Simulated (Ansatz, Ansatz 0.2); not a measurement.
# Copper quadrupolar coupling in stannite-type Cu₂CdSnS₄: PBEsol gradients about three times too large

## The question

The reference is solid-state NMR of the two copper isotopes in a bulk powder of Cu₂CdSnS₄, taken from "Insights on local chemical structure of chalcogenide photovoltaic materials using solid state NMR spectroscopy" (Bhattacharya, PhD thesis, University of Alberta (2022)). Both quadrupolar coupling constants come from static samples, the ⁶⁵Cu value from spectra at several fields. They are 0.8 MHz for ⁶³Cu and 0.7 MHz for ⁶⁵Cu; the temperature is not given with the values. NMR of this kind yields the size of the coupling and as a rule not its sign. Both isotopes sit in the same field gradient, so their couplings should stand in the ratio of the nuclear quadrupole moments, and the pair amounts to one test of the electronic structure, made twice.

| compared with | measured | method |
| --- | --- | --- |
| size of the quadrupolar coupling constant eQVzz/h of 63Cu at site Cu (MHz) | 0.8 | static |
| size of the quadrupolar coupling constant eQVzz/h of 65Cu at site Cu (MHz) | 0.7 | static, multiple fields |

Conditions are those given with the value in the passage it was taken from; "not stated" means there, and the paper may say more elsewhere. The values are a selection: others may have been left out beforehand as unlike or outlying.

## How to go about it

We want the field gradient at the single copper site of the ordered stannite structure, modelled by the primitive cell of eight atoms. Success means a coupling within 10 % of the measured one for each isotope. At that level a calculation could help to tell small distortions of the CuS₄ tetrahedron apart. It is a demanding aim: 10 % is less than 0.1 MHz here, and copper gradients can differ by tens of per cent between PAW data sets. With the moments used, −0.22 and −0.204 barn, both conditions are met together only if the ⁶³Cu coupling lies between about 0.72 and 0.83 MHz.

The gradient is small because the site is nearly tetrahedral, and it therefore depends strongly on the sulfur position and on c/a. We skip the unrelaxed database structure, whose sulfur position need not be the equilibrium one for our functional, and start with PBEsol after relaxing the atoms. The cell is a computed one from the Materials Project, and a comparison with diffraction is not shown in this report, so its influence has to be examined as well. Thermal and zero-point motion are left out; for so small a gradient they could matter.

System: CdCu2SnS4, I-42m; I-42m (no. 121), 8 atoms in the primitive cell, conventional a, b, c = 5.618, 5.618, 10.99 A; cell of the Materials Project (computed).

## 1. PBEsol gradient with two data sets

We relax the atoms with PBEsol in the database cell and compute the gradient on that structure twice, once with the standard PAW set and once with all-electron data sets made for the crystal. The treatment of the copper core region is the likeliest weak point of the method, so we test it at once. We expect a coupling of the order of 1 MHz, and a visible difference between the two descriptions.

**Run 1.** Ansatz 0.2: relaxation with PBEsol: atoms relaxed, 5x5x5 k mesh, PAW set soft_2.

Key lines of the input:
```
# cell (primitive): 6.7794 6.7794 6.7794 A, 131.04 131.04 71.75 deg
# sites: Sn 0.5000 0.5000 0.0000; Cd 0.0000 0.0000 0.0000; Cu 0.2500 0.7500 0.5000; S 0.1182 0.1182 0.5168
kpoints:
  mp_grid: { grid: [5, 5, 5] }
scf:
  occupations: { method: fermi_dirac, width: 0.05 }
hamiltonian:
  xc: pbesol
relax:
  f_tol: 0.01
  max_steps: 90
output:
  forces: true
  write_density: true
  write_potential: true
  elf: true
  volumetric_format: npy
```

Command:
```
ansatz run input.yaml --threads 4 --pin off --max-ram 24576MiB --backend cpu --events-out ev --progress --plain --runs-dir out
```

Converged; 14 s on 4 cores of Arm Neoverse V1, shared host.

**Run 2.** Ansatz 0.2: PAW field gradients, PBEsol, atoms relaxed with PBEsol in the database cell, 10x10x10 k mesh, 420 eV, Fermi-Dirac width 0.05 eV, PAW set soft_2.

Key lines of the input:
```
# cell (primitive): 6.7794 6.7794 6.7794 A, 131.04 131.04 71.75 deg
# sites: Sn 0.5000 0.5000 0.0000; Cd 0.0000 0.0000 0.0000; Cu 0.2500 0.7500 0.5000; S 0.1159 0.1159 0.5137
kpoints:
  mp_grid: { grid: [10, 10, 10] }
scf:
  occupations: { method: fermi_dirac, width: 0.05 }
hamiltonian:
  xc: pbesol
output:
  efg: { quadrupole_moments_barn: { Cu: -0.22, S: -0.0694 } }
```

Selected lines of the output:
```
atom 3 Cu V_zz = -0.566091 η = 0.0000 by run symmetry: allowed C_q = +3.0114 MHz
```

Converged; 24 s, same machine. Warnings: gradients_without_spin_orbit (in short: Electric field gradients are read without spin–orbit coupling, so gradients at and next to the affected atoms can shift by several per cent, up to a factor of two).

**Run 3.** Ansatz 0.2: PAW field gradients, PBEsol, atoms relaxed with PBEsol in the database cell, 10x10x10 k mesh, 280 eV, all-electron datasets made for the crystal, Fermi-Dirac width 0.05 eV.

Key lines of the input, as changed from run 2:
```diff
  hamiltonian:
+   pseudopotentials: { kind: all_electron, datasets: crystal }
```

Selected lines of the output:
```
atom 3 Cu V_zz = -0.599696 η = 0.0000 by run symmetry: allowed C_q = +3.1901 MHz
```

Converged; 82 s, same machine. Warnings: crystal_datasets_made (in short: Reports datasets generated for this crystal, with cutoffs, recipe and estimated error, warning that energy differences across recipes, or without a finite-basis correction, may be off); gradients_without_spin_orbit.

| quantity | run 1 | run 2 | run 3 | measured |
| --- | --- | --- | --- | --- |
| size of the quadrupolar coupling constant eQVzz/h of 63Cu at site Cu (MHz) | – | 3.011 | 3.190 | 0.8 |
| size of the quadrupolar coupling constant eQVzz/h of 65Cu at site Cu (MHz) | – | 2.792 | 2.958 | 0.7 |
| edge a of the conventional cell that the run used (Å) | 5.618 | 5.618 | 5.618 |  |
| edge c of the conventional cell that the run used (Å) | 10.987 | 10.987 | 10.987 |  |

Both descriptions put the ⁶³Cu coupling near 3 MHz, almost four times the measured 0.8 MHz and well above the order of 1 MHz we had expected. The all-electron data sets raise it by about 6 %, away from experiment. Such a spread would matter for a 10 % target, but it is far too small to account for this miss. The gradients are computed without spin-orbit coupling, for which the program warns of shifts of up to a factor of two at and next to the affected atoms. Even halving the coupling would leave it well above the measured value.

The ⁶⁵Cu coupling misses by the same factor of about four, as it must with one gradient behind both isotopes. The cause has to be sought in the structure, the sampling, the functional or the reference itself.

## 2. Relaxed cell and denser k mesh

The axial ratio is our first suspect, since the database cell was not optimised with PBEsol and the gradient at a nearly tetrahedral site responds directly to tetragonal strain. We therefore relax cell and atoms together with PBEsol and recompute the gradient with the standard PAW set. Alongside, we repeat the calculation in the database cell on a 16×16×16 mesh, because both gradients so far share the same k sampling. We expect the cell to matter more than the mesh, though a fourfold reduction would take a marked change of shape.

**Run 4.** Ansatz 0.2: relaxation with PBEsol: atoms and cell relaxed, 5x5x5 k mesh, PAW set soft_2.

Key lines of the input, as changed from run 1:
```diff
  relax:
+   cell: {}
```

Converged; 29 s, same machine.

**Run 5.** Ansatz 0.2: PAW field gradients, PBEsol, atoms and cell relaxed with PBEsol, 10x10x10 k mesh, 420 eV, Fermi-Dirac width 0.05 eV, PAW set soft_2.

Key lines of the input:
```
# cell (primitive): 6.6800 6.6800 6.6800 A, 131.11 131.11 71.64 deg
# sites: Sn 0.5000 0.5000 0.0000; Cd 0.0000 0.0000 0.0000; Cu 0.2500 0.7500 0.5000; S 0.1146 0.1146 0.5123
kpoints:
  mp_grid: { grid: [10, 10, 10] }
scf:
  occupations: { method: fermi_dirac, width: 0.05 }
hamiltonian:
  xc: pbesol
output:
  efg: { quadrupole_moments_barn: { Cu: -0.22, S: -0.0694 } }
```

Selected lines of the output:
```
atom 3 Cu V_zz = -0.466634 η = 0.0000 by run symmetry: allowed C_q = +2.4823 MHz
```

Converged; 24 s, same machine. Warnings: gradients_without_spin_orbit.

**Run 6.** Ansatz 0.2: PAW field gradients, PBEsol, atoms relaxed with PBEsol in the database cell, 16x16x16 k mesh, 420 eV, Fermi-Dirac width 0.05 eV, PAW set soft_2.

Key lines of the input, as changed from run 2:
```diff
  kpoints:
-   mp_grid: { grid: [10, 10, 10] }
+   mp_grid: { grid: [16, 16, 16] }
```

Selected lines of the output:
```
atom 3 Cu V_zz = -0.568048 η = 0.0000 by run symmetry: allowed C_q = +3.0218 MHz
```

Converged; 82 s, same machine. Warnings: gradients_without_spin_orbit.

| quantity | run 4 | run 5 | run 6 | measured |
| --- | --- | --- | --- | --- |
| size of the quadrupolar coupling constant eQVzz/h of 63Cu at site Cu (MHz) | – | 2.482 | 3.022 | 0.8 |
| size of the quadrupolar coupling constant eQVzz/h of 65Cu at site Cu (MHz) | – | 2.302 | 2.802 | 0.7 |
| edge a of the conventional cell that the run used (Å) | 5.529 | 5.529 | 5.618 |  |
| edge c of the conventional cell that the run used (Å) | 10.833 | 10.833 | 10.987 |  |

The denser mesh changes the ⁶³Cu coupling in the database cell by only 0.01 MHz, so k sampling does not explain the miss.

Relaxing the cell matters more, as we expected, and lowers the coupling from 3.01 to 2.48 MHz. That is still about three times the measured value, and the ⁶⁵Cu coupling remains too large by a similar factor. The marked change of shape that we had thought necessary did not occur: both edges shrink by about 1.5 %, while c/a only moves from 1.956 to 1.959. The sulfur atoms shift slightly as well. A point-charge picture would have uniform compression strengthen the gradient, but the gradient at copper comes mainly from its own valence p and d charge, so that picture does not fix the sign. The decrease may come from the smaller volume as well as from the small changes in axial ratio and sulfur position; the two runs do not separate these contributions.

## 3. Higher cutoff and narrower smearing

Two numerical settings behind the PBEsol gradient remain to be checked, the plane-wave cutoff and the electronic smearing. We repeat the calculation in the database cell with the standard PAW set, once at 900 eV and once with a Fermi-Dirac width of 0.02 eV. The smearing deserves a test because semilocal functionals make the gap of such copper sulfides much too small, so that a broad occupation function could disturb the filling of the copper and sulfur states at the band edge. We expect both changes to be small beside the gap to experiment.

**Run 7.** Ansatz 0.2: PAW field gradients, PBEsol, atoms relaxed with PBEsol in the database cell, 10x10x10 k mesh, 900 eV, Fermi-Dirac width 0.05 eV, PAW set soft_2.

Key lines of the input, as changed from run 2:
```diff
+ basis:
+   ecutwfc: 900
```

Selected lines of the output:
```
atom 3 Cu V_zz = -0.573157 η = 0.0000 by run symmetry: allowed C_q = +3.0490 MHz
```

Converged; 79 s, same machine. Warnings: gradients_without_spin_orbit.

**Run 8.** Ansatz 0.2: PAW field gradients, PBEsol, atoms relaxed with PBEsol in the database cell, 10x10x10 k mesh, 420 eV, Fermi-Dirac width 0.02 eV, PAW set soft_2.

Key lines of the input, as changed from run 2:
```diff
  scf:
-   occupations: { method: fermi_dirac, width: 0.05 }
+   occupations: { method: fermi_dirac, width: 0.02 }
```

Selected lines of the output:
```
atom 3 Cu V_zz = -0.569810 η = 0.0000 by run symmetry: allowed C_q = +3.0312 MHz
```

Converged; 25 s, same machine. Warnings: gradients_without_spin_orbit.

| quantity | run 7 | run 8 | measured |
| --- | --- | --- | --- |
| size of the quadrupolar coupling constant eQVzz/h of 63Cu at site Cu (MHz) | 3.049 | 3.031 | 0.8 |
| size of the quadrupolar coupling constant eQVzz/h of 65Cu at site Cu (MHz) | 2.827 | 2.811 | 0.7 |
| edge a of the conventional cell that the run used (Å) | 5.618 | 5.618 |  |
| edge c of the conventional cell that the run used (Å) | 10.987 | 10.987 |  |

Both changes are small, and both lead away from experiment. The higher cutoff raises the ⁶³Cu coupling by 0.04 MHz and the narrower smearing by 0.02 MHz, against an excess of more than 2 MHz over the measured value. The ⁶⁵Cu coupling follows in proportion. Neither setting accounts for the miss of PBEsol in the database cell.

## The runs side by side

| run | settings | size of the quadrupolar coupling constant eQVzz/h of 63Cu at site Cu (MHz) | deviation | size of the quadrupolar coupling constant eQVzz/h of 65Cu at site Cu (MHz) | deviation | cost |
| --- | --- | --- | --- | --- | --- | --- |
| 1 | relaxation with PBEsol: atoms relaxed, 5x5x5 k mesh, PAW set soft_2 | – |  | – |  | under 1 core-min |
| 2 | PAW field gradients, PBEsol, atoms relaxed with PBEsol in the database cell, 10x10x10 k mesh, 420 eV, Fermi-Dirac width 0.05 eV, PAW set soft_2 | 3.011 | +2.211 (+276.4 %) | 2.792 | +2.092 (+298.9 %) | 98 core-s |
| 3 | PAW field gradients, 10x10x10 k mesh, 280 eV, all-electron datasets made for the crystal, Fermi-Dirac width 0.05 eV | 3.190 | +2.390 (+298.8 %) | 2.958 | +2.258 (+322.6 %) | 5.5 core-min |
| 4 | relaxation with PBEsol: atoms and cell relaxed, 5x5x5 k mesh, PAW set soft_2 | – |  | – |  | 2 core-min |
| 5 | PAW field gradients, PBEsol, atoms and cell relaxed with PBEsol, 10x10x10 k mesh, 420 eV, Fermi-Dirac width 0.05 eV, PAW set soft_2 | 2.482 | +1.682 (+210.3 %) | 2.302 | +1.602 (+228.8 %) | 96 core-s |
| 6 | PAW field gradients, PBEsol, atoms relaxed with PBEsol in the database cell, 16x16x16 k mesh, 420 eV, Fermi-Dirac width 0.05 eV, PAW set soft_2 | 3.022 | +2.222 (+277.7 %) | 2.802 | +2.102 (+300.3 %) | 5.5 core-min |
| 7 | PAW field gradients, PBEsol, atoms relaxed with PBEsol in the database cell, 10x10x10 k mesh, 900 eV, Fermi-Dirac width 0.05 eV, PAW set soft_2 | 3.049 | +2.249 (+281.1 %) | 2.827 | +2.127 (+303.9 %) | 5.3 core-min |
| 8 | PAW field gradients, PBEsol, atoms relaxed with PBEsol in the database cell, 10x10x10 k mesh, 420 eV, Fermi-Dirac width 0.02 eV, PAW set soft_2 | 3.031 | +2.231 (+278.9 %) | 2.811 | +2.111 (+301.5 %) | 1.7 core-min |
|  | measured | 0.8 |  | 0.7 |  |  |

Further runs on the same system, made beside this series (convergence steps with loose settings among them):

| further | settings | size of the quadrupolar coupling constant eQVzz/h of 63Cu at site Cu (MHz) | deviation | size of the quadrupolar coupling constant eQVzz/h of 65Cu at site Cu (MHz) | deviation | cost | status |
| --- | --- | --- | --- | --- | --- | --- | --- |
| F1 | PAW field gradients, r2SCAN, atoms relaxed with r2SCAN in the database cell, 10x10x10 k mesh, 500 eV, Fermi-Dirac width 0.05 eV, PAW set soft_2 | 2.341 | +1.541 (+192.7 %) | 2.171 | +1.471 (+210.2 %) | 2.9 core-min | warnings: gradients_without_spin_orbit |
| F2 | PAW field gradients, r2SCAN, atoms and cell relaxed with r2SCAN, 10x10x10 k mesh, 500 eV, Fermi-Dirac width 0.05 eV, PAW set soft_2 | 1.743 | +0.943 (+117.9 %) | 1.616 | +0.916 (+130.9 %) | 2.8 core-min | warnings: gradients_without_spin_orbit |
| F3 | PAW field gradients, r2SCAN, atoms relaxed with PBEsol in the database cell, 10x10x10 k mesh, 500 eV, Fermi-Dirac width 0.05 eV, PAW set soft_2 | 1.947 | +1.147 (+143.4 %) | 1.806 | +1.106 (+157.9 %) | 3 core-min | warnings: gradients_without_spin_orbit |
| F4 | PAW field gradients, PBEsol, database structure, 10x10x10 k mesh, 420 eV, Fermi-Dirac width 0.05 eV, PAW set soft_2 | 3.095 | +2.295 (+286.8 %) | 2.870 | +2.170 (+309.9 %) | 98 core-s | warnings: gradients_without_spin_orbit |
| F5 | PAW field gradients, LDA, atoms relaxed with PBEsol in the database cell, 10x10x10 k mesh, 420 eV, Fermi-Dirac width 0.05 eV, PAW set soft_2 | 3.038 | +2.238 (+279.7 %) | 2.817 | +2.117 (+302.4 %) | 96 core-s | warnings: gradients_without_spin_orbit |
| F6 | PAW field gradients, LDA, atoms and cell relaxed with LDA, 10x10x10 k mesh, 420 eV, Fermi-Dirac width 0.05 eV, PAW set soft_2 | 2.210 | +1.410 (+176.2 %) | 2.049 | +1.349 (+192.7 %) | 86 core-s | warnings: gradients_without_spin_orbit |
| F7 | PAW field gradients, LDA, database structure, 10x10x10 k mesh, 420 eV, Fermi-Dirac width 0.05 eV, PAW set soft_2 | 3.120 | +2.320 (+290.0 %) | 2.893 | +2.193 (+313.3 %) | 1.7 core-min | warnings: gradients_without_spin_orbit |
| F8 | PAW field gradients, PBEsol, atoms relaxed with PBEsol in the database cell, 5x5x5 k mesh, 420 eV, Fermi-Dirac width 0.05 eV, PAW set soft_2 | 2.959 | +2.159 (+269.9 %) | 2.744 | +2.044 (+292.0 %) | under 1 core-min | warnings: gradients_without_spin_orbit |
| F9 | PAW field gradients, PBEsol, atoms relaxed with PBEsol in the database cell, 10x10x10 k mesh, 350 eV, Fermi-Dirac width 0.05 eV, PAW set soft_2 | 2.880 | +2.080 (+260.0 %) | 2.670 | +1.970 (+281.5 %) | 77 core-s | warnings: cutoff_below_recommended; gradients_without_spin_orbit |
|  | measured | 0.8 |  | 0.7 |  |  |  |

## What the runs support

PBEsol misses the 10 % target for both isotopes by a wide margin. With atoms and cell relaxed it gives 2.48 MHz for ⁶³Cu against a measured 0.8 MHz, and 2.30 MHz for ⁶⁵Cu against 0.7 MHz, about three times too large. The gradient calculation took 96 core-seconds. In the database cell the excess is larger still.

The denser k mesh, the higher cutoff and the narrower smearing (runs 6 to 8) each moved the database-cell coupling by less than 2 %; a cutoff below the recommended one (F9) lowers it by about 4 %, and the all-electron data sets raised it by about 6 %. These checks concern the gradient on a fixed structure; a test of the 5×5×5 mesh and force tolerance of the relaxations is not shown in this report. None of these explains the miss.

Structure and functional matter far more. Relaxing the cell lowers the PBEsol coupling by 0.53 MHz. On the same PBEsol-relaxed atoms in the database cell, LDA stays close to PBEsol, whereas r²SCAN lowers the coupling from 3.01 to 1.95 MHz. With its own relaxed cell r²SCAN reaches 1.74 MHz, the nearest result here but still more than twice the measurement. This points to the description of the Cu–S bonding as part of the error, though the runs do not prove it.

The rest remains open. Spin-orbit coupling and thermal motion are left out, and their signs are not known here. The copper quadrupole moments may be off by several per cent, which is too little to matter. A calculation with a measured cell and sulfur position is not shown in this report, and so small a gradient is sensitive to both. The cell effect was seen above; for the sulfur position alone, in the same database cell r²SCAN gives 2.34 MHz on its own relaxed atoms and 1.95 MHz on the PBEsol ones. That all levels lie above the measurement is by itself no reason to doubt it, since they share the semilocal description and the static, ordered model. A hybrid functional would be the natural next test of the electronic part.

[Logs are printed without paths, hosts, clocks, repeated set-up lines and the standing remarks that a program may print on its own settings, such as how far it seeks lower states.]

[The runs shown are a pick from a larger set of finished runs; failed, doubtful and other runs were left out of it ahead of writing. So were measured values far from every level or from commonly accepted values, and agreement can look better than it is. Lines of input and output are excerpts and may be shortened.]
